The scattering phase of a free atom drops by about $\pi$ as the energy passes a valence level, and most of that drop takes place within a few tenths of a rydberg. Far below the level, the phase changes by only a few hundredths of a radian per rydberg. A missing point on the flat part is therefore easy to fill in, while one near a step raises a sharper question: has the drop already happened there? The nitrogen atom below has one gap of each kind. It comes from a non-relativistic PBEsol calculation and is spherical, without spin polarisation and short of a quarter of an electron, so it is not the neutral ground state.

Non-relativistic PBEsol calculation with ld1.x 7.5 for a spherical N atom (2s2 2p2.75) and its PAW potential. Phases are unwrapped at a test radius of 2.961 bohr, with multiples of π matched at each channel's first reference energy. Matching radii and reference energies are 1.25 bohr, −1.586 and 0.95 Ry (s); 2.7 bohr, −0.7417 and −0.4 Ry (p); 2.2 bohr, −0.1 and 1.15 Ry (d).

```tsv
energy (Ry)	phase s all-electron (rad)	phase s error (rad)	phase p all-electron (rad)	phase p error (rad)	phase d all-electron (rad)	phase d error (rad)
-4.000	1.3886	0.0000	1.3964	0.0000	1.4084	0.0000
-3.520	1.3735	0.0000	1.3837	0.0000	1.3987	0.0000
-3.040	?	?	?	?	?	?
-2.560	1.3213	-0.0001	1.3463	0.0001	1.3726	0.0000
-2.080	1.2513	0.0000	1.3153	0.0000	1.3542	0.0000
-1.600	-1.1545	0.0000	1.2613	0.0000	1.3299	0.0000
-1.120	?	?	?	?	?	?
-0.640	-1.9099	0.0000	-1.5152	0.0000	1.2423	0.0000
-0.160	-2.0743	0.0000	-1.8534	0.0000	1.1467	0.0000
0.320	-2.5169	-0.0001	-2.0717	0.0005	0.9202	0.0000
0.800	-3.7232	-0.0001	-2.6774	0.0094	0.0736	0.0000
1.280	-4.3526	0.0000	-3.9855	0.0207	-1.0980	0.0000
1.760	-4.5536	-0.0001	-4.4434	0.0134	-1.4260	0.0000
2.240	-4.6513	-0.0001	-4.6013	0.0127	-1.5622	0.0001
2.720	-4.7148	-0.0002	-4.6864	0.0149	-1.6561	0.0002
3.200	-4.7662	-0.0004	-4.7480	0.0201	-1.7570	0.0007
3.680	-4.8174	-0.0008	-4.8052	0.0304	-1.9342	0.0032
4.160	-4.8807	-0.0018	-4.8741	0.0526	-2.5692	0.0281
4.640	-4.9815	-0.0051	-4.9859	0.1090	-4.0615	0.0279
```

The phase is $\arctan L$, with $L = r\,u'/u$ taken at the test radius $r$, where $u$ is $r$ times the radial function. The error columns give the phase of the PAW potential minus that of the full atom.

Picture the atom inside a spherical wall at $r$. Far below a valence level the wave grows outward almost exponentially, so $L$ is large and positive. As the energy rises, the wave bends over. First it meets the wall with zero slope ($L=0$), then with the slope of the decaying tail, which is the free atom's level, and then with a node ($L\to-\infty$), which is the level of an atom in a hard box. Beyond the node $L$ returns from $+\infty$ and the phase continues on its next branch. The order is flat wall, free atom, hard wall, because $L$ falls as the energy rises and the decaying tail has a negative but finite $L$. A larger test radius would draw the three energies together and make the step narrower.

The direction of travel is fixed. In rydberg units the radial equation gives

$$\frac{dL}{dE} = -\frac{r}{u(r)^2}\int_0^r u^2\,dr' < 0 ,$$

so the phase can only fall. The same identity explains norm conservation: a pseudo wave with the right value at $r$ and the right charge inside it also has the right energy slope of $L$.

At −3.04 Ry all three channels are on the flat part. The centrifugal term makes the wave grow faster and raises $L$, so the order should be s < p < d. The forecasts are 1.353 ± 0.002 for s, 1.368 ± 0.001 for p and 1.387 ± 0.001 for d.

At −1.12 Ry the channels part. The 2s level lies at −1.586 Ry and the s node comes near −1.50 Ry, so s should already be on its next branch, at −1.80 ± 0.03. The d channel has no valence level near this energy and stays smooth, at 1.296 ± 0.003. The p channel is the least certain. Its phase is positive at −1.60 Ry and close to $-\pi/2$ at −0.64 Ry, so the flat-wall energy lies somewhere between, on one side or the other of the missing row.

A pole on a smooth background can decide this:

$$L(E) = a - bE + \frac{C}{E-E_0} .$$

A fit to the known rows puts the p node at $E_0=-0.608$ Ry. The tangents of the phases at −1.60, −0.64 and −0.16 Ry are 3.13, −17.97 and 3.44. Passing the formula through these three points gives $a=1.77$, $b=1.26$ and $C=0.658$, with energies in rydberg. At −1.12 Ry this yields $L = 1.77 + 1.41 - 1.29 \approx 1.9$, a phase of about 1.09. Using the row at −2.08 Ry in place of the one next to the pole gives about 1.12. The forecast of 1.10 ± 0.04 covers both and places the missing row before the step. The same formula, with the s node and the s phases at −2.08, −1.60 and −0.64 Ry, gives the −1.80 quoted above for s.

For the PAW errors the forecast is 0.0000 ± 0.0001 in all six cases, with no ghost level. The known rows below zero energy show nothing larger.

The withheld rows as computed:

```tsv
energy (Ry)	phase s all-electron (rad)	phase s error (rad)	phase p all-electron (rad)	phase p error (rad)	phase d all-electron (rad)	phase d error (rad)
-3.040	1.3529	0.0000	1.3677	0.0000	1.3870	0.0000
-1.120	-1.7997	0.0000	1.0997	0.0000	1.2955	0.0000
```

All the forecasts hold, including the order s < p < d. The largest miss is 0.0005 rad, for d at −1.12 Ry. The ranges were too cautious, most of all for p, which missed by 0.0003 against an allowance of 0.04. Some of that closeness is luck, since the two hand estimates differ by a few hundredths of a radian.

The program replaces the single pole by a ratio of two polynomials in energy, fitted to the 17 known rows, and reproduces all six hidden phases to about the last printed digit. This works because $u$ and $u'$ at a fixed radius are smooth functions of energy even where their ratio diverges. Not every fitted pole is a level. Those at 2.661 Ry in s and at −2.105 and 1.408 Ry in d match no passage of the phase through an odd multiple of $\pi/2$ and are artefacts of the fit. Smooth interpolation of the phase itself, which knows nothing of poles, does well at −3.04 Ry but misses p at −1.12 Ry by 1.12 rad: it puts that row in the middle of the step. The full comparison is in the output after this text.

The vanishing errors at −3.04 Ry need a careful reading. The p phase there falls by only about 0.04 rad per rydberg, so an energy shift of the order of 1 mRy would disappear in the last digit. Theory also gives a reason for real accuracy: a steeply growing wave has much of its weight near the test radius, outside the region where the potential was altered. The p channel gains least from this, since it is altered out to 2.7 bohr, close to the test radius. Nearer the 2s and 2p levels the protection weakens further. The small errors there rest on the nearby reference energies, where the PAW potential is built to match the full atom, so they are only a weak test.

Above zero energy the p channel fails first. Its error passes 0.001 rad at 0.80 Ry, whereas d gets that far only at 3.68 Ry and s at 4.16 Ry. The p error looks irregular: it peaks at 1.28 Ry, dips, and climbs to 0.109 rad at the top. Dividing by the slope of the phase removes the bump. The equivalent energy shift grows steadily, from about 4 mRy at 0.80 Ry to 57 mRy at 2.24 Ry and roughly a third of a rydberg at 4.64 Ry, where the linear conversion is crude. The pseudo p wave thus reaches a given phase at too high an energy, and the peak marks a place where the phase is steep, not one where the potential is especially bad.

Two features of the p channel probably share the blame. Both of its reference energies lie below zero, while s and d each have one near 1 Ry, and its matching radius is the largest of the three. A single potential cannot separate the two causes.

No error in the table jumps by $\pi$, so no ghost shows itself, although a level narrower than the 0.48 Ry spacing could slip through. Nor do small phase errors in a free atom settle how the potential will perform in a solid.

The analysis program printed:

```
rounding floor 0.00005 rad; fits use 17 known rows
model potential: d=1.792 bohr H=3.678 (correlated)
s leave-one-out rms/max rad: n=3 0.0446/0.1727 n=4 0.0018/0.0070 n=5 0.0018/0.0069 use n=5
  poles Ry [-1.504  2.661  2.699] ; at ref -1.5860: L=-3.26, kappa*r=3.73
  potential model rms 0.0113, worst -0.0290 rad at 4.64 Ry
p leave-one-out rms/max rad: n=3 0.0060/0.0227 n=4 0.0002/0.0006 n=5 0.0002/0.0007 use n=4
  poles Ry [-0.608  2.911] ; at ref -0.7417: L=-2.18, kappa*r=2.55
  potential model rms 0.0245, worst -0.0552 rad at 0.80 Ry
d leave-one-out rms/max rad: n=3 0.0003/0.0009 n=4 0.0002/0.0009 n=5 0.0002/0.0006 use n=5
  poles Ry [-2.105  1.408  2.28 ] ; at ref -0.1000: L=2.11, kappa*r=0.94
  potential model rms 0.0381, worst -0.1295 rad at 4.16 Ry
E=-4.00: L s,p,d = [5.428 5.676 6.104], kappa*r = 5.922
E=-3.04 s rational 1.3529 +- 0.0001 | computed 1.3529 (L=4.52) miss +0.0000 rad
   potential 1.3551 +- 0.0109 miss +0.0022 | interpolation 1.3528 miss -0.0001
E=-3.04 p rational 1.3677 +- 0.0001 | computed 1.3677 (L=4.86) miss +0.0000 rad
   potential 1.3692 +- 0.0180 miss +0.0015 | interpolation 1.3673 miss -0.0004
E=-3.04 d rational 1.3870 +- 0.0001 | computed 1.3870 (L=5.38) miss +0.0000 rad
   potential 1.3878 +- 0.0030 miss +0.0008 | interpolation 1.3868 miss -0.0002
E=-3.04 errors predicted 0 +- 0.0001 | computed = miss [0. 0. 0.]
E=-1.12 s rational -1.7997 +- 0.0001 | computed -1.7997 (L=4.29) miss +0.0000 rad
   potential -1.8035 +- 0.0109 miss -0.0038 | interpolation -1.6549 miss +0.1448
E=-1.12 p rational 1.0997 +- 0.0002 | computed 1.0997 (L=1.96) miss -0.0000 rad
   potential 1.1108 +- 0.0180 miss +0.0111 | interpolation -0.0231 miss -1.1228
E=-1.12 d rational 1.2955 +- 0.0001 | computed 1.2955 (L=3.54) miss +0.0000 rad
   potential 1.2978 +- 0.0030 miss +0.0023 | interpolation 1.2942 miss -0.0013
E=-1.12 errors predicted 0 +- 0.0001 | computed = miss [0. 0. 0.]
E Ry | slope dphase/dE rad/Ry s p d | shift -error/slope mRy s p d
0.32 | -1.644 -0.632 -0.789 | -0.1 0.8 0.0
0.80 | -2.340 -2.346 -3.131 | -0.0 4.0 0.0
1.28 | -0.653 -1.771 -1.205 | 0.0 11.7 0.0
1.76 | -0.270 -0.490 -0.389 | -0.4 27.4 0.0
2.24 | -0.156 -0.225 -0.218 | -0.6 56.5 0.5
2.72 | -0.114 -0.144 -0.188 | -1.8 103.6 1.1
3.20 | -0.103 -0.119 -0.251 | -3.9 169.2 2.8
3.68 | -0.114 -0.125 -0.569 | -7.0 243.3 5.6
4.16 | -0.157 -0.171 -2.798 | -11.4 307.4 10.0
4.64 | -0.287 -0.327 -1.588 | -17.7 333.1 17.6
first |error|>0.001 at Ry [np.float64(4.16), np.float64(0.8), np.float64(3.68)] ; above upper reference by [3.21 1.2  2.53]
largest |error| rad s p d [0.0051 0.109  0.0281]
```
